The energy less reference is the electronic free energy per atom on a given k mesh minus that on the 11×11×6 mesh. It was computed with a gradient-corrected density functional for fixed atoms in a nearly hexagonal close-packed form of germanium. This form is a metal, unlike ordinary diamond-structure germanium. Every row therefore describes the same material, and the differences come from how the electron states are sampled.

Ansatz 0.2.0, PBEsol without spin polarisation, PAW potentials and plane waves up to 450 eV (density cutoff 1800 eV), for Ge in a two-atom Cmcm cell. All k meshes are unshifted and the occupations follow Fermi–Dirac smearing of width 0.15 eV. The PAW datasets were made for PBE, not PBEsol, but they are the same in every row, so the mismatch should matter little for differences between meshes. Energies are free energies relative to the 11×11×6 mesh.

| k mesh | energy less reference (meV/atom) |
| --- | --- |
| 3x3x2 | -459.6 |
| 4x4x2 | -69.7 |
| 5x5x3 | 34.5 |
| 7x7x4 | 16.0 |
| 9x9x5 | 4.2 |

The 3×3×2 mesh makes the crystal look 460 meV/atom more stable than the reference does. If this energy were compared with that of another structure computed on a dense mesh, the error would pass for a strong preference for this phase. The program gave no warning in any of these runs. The data makers do attach a general warning about coarse meshes, of errors up to 40 meV/atom, but that figure comes from their tests on other systems, and it is less than a tenth of the error found here. A lower energy is no sign of a better mesh, because refining the mesh, unlike enlarging a basis set, does not have to lower the energy.

The failure can be recognised without knowing the reference. Going from 3×3×2 to 4×4×2 changes only the in-plane sampling, yet it raises the energy by 390 meV/atom. The next refinement adds another 104 meV/atom and carries the difference through zero to +34.5 at 5×5×3. An energy that moves this far when only the mesh changes cannot support a comparison at the level of tens of meV.

A second sign is the smearing term, the electronic temperature times the entropy, which measures how many states lie near the Fermi energy. It is 19 meV/atom at 3×3×2 and 54 at 4×4×2, against 35 in the reference run, so the coarse meshes first miss such states and then count too many. It does not settle in step with the energy, however: 5×5×3 comes closer to the reference than 7×7×4 does. One quantity that looks settled therefore does not vouch for another.

The cause lies in the Fermi surface, the sharp boundary in k space between filled and empty states. A k mesh replaces an integral over all k by a sum over a few points, which is equivalent to repeating a finite block of crystal periodically. The error is then a sum of contributions from the block's periodic images, each at a distance R. Because filling stops abruptly at the Fermi wavevector k_F, each contribution oscillates as sin(k_F R) and fades only as 1/R³.

Free electrons give the scale. Four valence electrons in 18.25 Å³ give k_F = 1.865 Å⁻¹, and for large R each image contributes about

2V(ħ²/2m)k_F² sin(k_F R)/(π²R³)

per atom, where V is the volume per atom, m the electron mass and ħ²/2m = 3.81 eV Å². The prefactor of sin(k_F R)/R³ is then about 49 eV Å³.

For 3×3×2 the nearest in-plane images lie at R = 8.97 Å, so one image can contribute up to 0.068 eV and all six up to 0.41 eV. The phase k_F R is 16.7 radians and its sine −0.86, which gives about −0.35 eV/atom. The images along c and along the diagonals also contribute with a negative sign. In this model the coarsest mesh is so far off because its images are close and their errors add.

The same reasoning suggests why the sign changes. At 5×5×3 the images have moved out to 15 Å in the plane and 14 Å along c. The sine is then positive for these two groups and for the diagonal images alike, and the summed error is positive too. Since both mesh directions were refined in this step, the table itself cannot say which of them turned the sign.

The full estimate, printed after this text, adds the 20 images that touch the block and takes no constant from the computed energies. It gives −647 meV/atom for 3×3×2, where the calculation has −460, so it captures the scale but not the value. At 4×4×2 it fails: it gives −218 instead of −70, and a 3% change of k_F moves it anywhere from slightly positive to −354. At 5×5×3 it has the right sign but gives 102 instead of 34.5, at 7×7×4 it gives 35 instead of 16 and turns negative if k_F is 3% larger, and at 9×9×5 its −6.7 cannot be set against the computed +4.2, because the model counts from an infinitely dense mesh and the table from the reference mesh, whose own estimated error is of the same size. The formula holds the Fermi energy fixed, whereas the calculation fixes the number of electrons and lets the Fermi energy move. This is expected to add a positive term, largest where the Fermi energy moves most, which is at 4×4×2 (0.48 eV below the reference). Such a term would help on the two coarsest meshes, but at 5×5×3 and 7×7×4, where the model is already too high, it would make the agreement worse. Real bands are also not exactly free-electron-like, and images farther away are left out. The model therefore gives the order of magnitude of the errors, but it cannot be used to correct an energy.

Smearing softens the Fermi edge, but at the width used here it damps the oscillation strongly only beyond about 30 Å. Below that length the possible error falls roughly as the cube of the repeat length, so doubling the mesh in every direction should reduce it about eightfold. What counts is the number of k points times the cell edge, and a metal with a longer edge needs fewer points along it.

This also limits what the last row can prove. The 9×9×5 energy lies 4.2 meV/atom from the reference, but the model puts the reference mesh's own error at roughly 7 meV/atom. The small difference shows that two meshes agree, not that either has reached the limit. A denser run, which is lacking here, would be needed to settle differences of a few meV/atom.

Numerical output:

```
Signs of poor sampling (meV per atom unless named):
    row  energy less reference  change from previous mesh  difference with smearing extrapolated away  smearing term  Fermi energy less reference in eV
  3x3x2                 -459.6                        n/a                                      -467.5          18.92                             -0.265
  4x4x2                  -69.7                      389.9                                      -60.01          54.18                            -0.4768
  5x5x3                   34.5                      104.2                                        36.2           38.2                            -0.2076
  7x7x4                     16                      -18.5                                       20.41          43.63                           -0.02678
  9x9x5                    4.2                      -11.8                                       3.657          33.71                            0.04604
Size of the error from free electrons:
    row  in-plane repeat in A  repeat along c in A  estimated size in meV per atom  computed size over estimate
  3x3x2                 8.973                9.456                           346.6                        1.326
  4x4x2                 11.96                9.456                           182.1                       0.3828
  5x5x3                 14.96                14.18                           77.78                       0.4436
  7x7x4                 20.94                18.91                           28.09                       0.5696
  9x9x5                 26.92                23.64                           12.75                       0.3295
Signed free-electron error in meV per atom:
    row  computed difference   model  model with kF 3% smaller  model with kF 3% larger
  3x3x2               -459.6  -646.9                    -638.3                   -452.9
  4x4x2                -69.7  -218.2                     5.842                   -353.8
  5x5x3                 34.5   101.7                     76.03                    38.54
  7x7x4                   16   34.68                     28.05                   -14.91
  9x9x5                  4.2  -6.708                    -10.21                     17.5
Largest error over the 40 meV of the warning: 11.49
Free-electron Fermi wavevector (1/A): 1.865
Length beyond which smearing damps the error (A): 30.16
Energy step between neighbouring k points along c at the reference mesh (eV): 3.148
The same step over the smearing width: 20.99
Estimated size of the error of the reference mesh itself (meV per atom): 6.607
Smearing term of the reference run (meV per atom): 34.8
Smearing term of free electrons (meV per atom): 33.51
```
